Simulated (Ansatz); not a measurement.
Strength of the O–Ge bond: Ge(OH)4 → Ge(OH)3 + OH

Species: Ge(OH)4, singlet; Ge(OH)3, doublet; OH, doublet. 

Shapes, held fixed at every level: PBE0-D4/def2-TZVP. Flexible molecules stand in one conformer, not always the lowest. Programs: Ansatz 0.2.0. The zero-point and thermal change to 298 K, harmonic and unscaled (PBE0-D4/def2-TZVP), is -13.2 kJ/mol.

```json
{"level": "MP2/def2-TZVPP", "kind": "perturbation theory", "ΔH(298 K) (kJ/mol)": "+489.1", "less CCSD(T)/def2-TZVPP": "+29.5"}
{"level": "HF/def2-SVP", "kind": "Hartree–Fock", "ΔH(298 K) (kJ/mol)": "+337.0", "less CCSD(T)/def2-TZVPP": "-122.6"}
{"level": "SPW92/def2-TZVPP", "kind": "LDA", "ΔH(298 K) (kJ/mol)": "+514.3", "less CCSD(T)/def2-TZVPP": "+54.7"}
{"level": "r2SCAN-D4/def2-TZVPP", "kind": "meta-GGA", "ΔH(298 K) (kJ/mol)": "+431.3", "less CCSD(T)/def2-TZVPP": "-28.3"}
{"level": "PBE0-D4/def2-TZVPP", "kind": "global hybrid", "ΔH(298 K) (kJ/mol)": "+436.7", "less CCSD(T)/def2-TZVPP": "-22.9"}
{"level": "wB97M-V/def2-TZVPP", "kind": "range-separated hybrid", "ΔH(298 K) (kJ/mol)": "+449.7", "less CCSD(T)/def2-TZVPP": "-9.9"}
{"level": "CCSD(T)/def2-SVP", "kind": "coupled cluster or CI", "ΔH(298 K) (kJ/mol)": "+447.6", "less CCSD(T)/def2-TZVPP": "-12.0"}
{"level": "CCSD(T)/def2-TZVPP", "kind": "coupled cluster or CI", "ΔH(298 K) (kJ/mol)": "+459.6", "less CCSD(T)/def2-TZVPP": "0.0"}
```

The highest level, CCSD(T)/def2-TZVPP, gives ΔH(298 K) = +459.6 kJ/mol; the levels span +337.0 to +514.3. The column of differences is taken from that level and isn't an error. Hartree–Fock misses the correlation of the pair that is broken and comes out low. No measured value is set beside it here. Open shells run unrestricted. Relativity is left out for Ge. Outer-core shells of Ge are correlated in most correlated rows, in sets that cover them unevenly.

Homolytic loss of OH from Ge(OH)4 is strongly endothermic at every level, as expected for a short, polar Ge–O bond. The large electronegativity difference gives the bond much ionic character, which is lost when it splits into two neutral radicals, one centred largely on germanium and the other in an oxygen π orbital. Correlation contributes much of the bond strength: even in the same def2-SVP basis, Hartree–Fock falls far below CCSD(T). MP2 overshoots, probably because second order exaggerates the correlation gained on pairing the electrons, while LDA shows its familiar overbinding.

Enlarging the basis raises the CCSD(T) value from +447.6 to +459.6 kJ/mol, so the basis-set limit may well lie higher still. The closeness of wB97M-V to the larger-basis result therefore doesn't establish its accuracy, and the ranking of the functionals remains provisional. Nor does a strong bond towards homolysis imply slow hydrolysis or condensation, since these can exchange Ge–O bonds through expanded coordination at germanium without forming radicals.
